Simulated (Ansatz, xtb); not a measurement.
C3H6N2Si: which of two isomers lies lower

Structure a is `[SiH3]c1cn[nH]c1`, a singlet and structure b is `[SiH3]n1cccn1`, a singlet. Both are isolated molecules in the gas phase, relaxed with PBE0-D3(BJ)/def2-SVP.

Estimate which is lower in electronic energy at CCSD(T)/def2-SVP + ΔMP2/def2-TZVPP, and by roughly how much.

The CCSD(T)/def2-SVP + ΔMP2/def2-TZVPP calculation puts structure b lower, by 9.5 kcal/mol.

The same difference at several levels:

| level | geometry | E(b) − E(a) (kcal/mol) | departure from the last row (kcal/mol) | job, with rough time for the two |
| --- | --- | --- | --- | --- |
| GFN2-xTB | GFN2-xTB | −20.8 | −11.3 | optimisation, 0.12 s |
| HF/STO-3G | GFN2-xTB | −15.3 | −5.8 | single point, 0.32 s |
| r2SCAN-D4/def2-SVP | GFN2-xTB | −6.2 | +3.3 | single point, 2.6 s |
| PBE0-D3(BJ)/def2-SVP | PBE0-D3(BJ)/def2-SVP | −5.9 | +3.6 | optimisation, 23 s |
| HF/def2-SVP | PBE0-D3(BJ)/def2-SVP | −9.1 | +0.4 | part of the CCSD(T) run |
| MP2/def2-SVP | PBE0-D3(BJ)/def2-SVP | −8.4 | +1.1 | part of the CCSD(T) run |
| CCSD(T)/def2-SVP | PBE0-D3(BJ)/def2-SVP | −8.3 | +1.2 | single point |
| CCSD(T)/def2-SVP + ΔMP2/def2-TZVPP | PBE0-D3(BJ)/def2-SVP | −9.5 |  | single point, 23 s |

As drawn, b has 1 N–Si, 1 C–H in place of 1 C–Si, 1 N–H.

The levels shown agree on the order. The largest departure from CCSD(T)/def2-SVP + ΔMP2/def2-TZVPP is that of GFN2-xTB, 11.3 kcal/mol. A small imaginary or near-zero mode remains, so no thermal terms are given. The last row adds to CCSD(T) the change of the MP2 difference between the two basis sets, here −1.2 kcal/mol.

The correlated steps freeze 10 core orbitals. Codes used: Ansatz 0.2.0, xtb 6.7.1; the last row on 2 threads of Intel(R) Xeon(R) 6975P-C (Granite Rapids) on a shared host.

The N-silylated pyrazole b lies below its 4-silyl isomer a at every level, by 9.5 kcal/mol at the best one. Both keep the aromatic pyrazole ring, so the preference probably comes mainly from the exchange of bonds: silicon gains a strong, polar bond to the more electronegative nitrogen, while hydrogen moves from nitrogen to a strong aryl-type C–H bond. A weak contact between silicon and the lone pair of the neighbouring pyridine-type nitrogen may add to this.

Hartree–Fock already gives most of the difference, as expected for an effect rooted in bond polarity. Its closeness to the final value is partly fortuitous, however, since correlation weakens the preference in the small basis and the larger basis strengthens it again. Both density functionals get the order right but underestimate the gap, whereas GFN2-xTB and minimal-basis Hartree–Fock exaggerate it. The comparison doesn't establish b as the most stable silylpyrazole, because silylation at the carbons next to nitrogen was not examined.
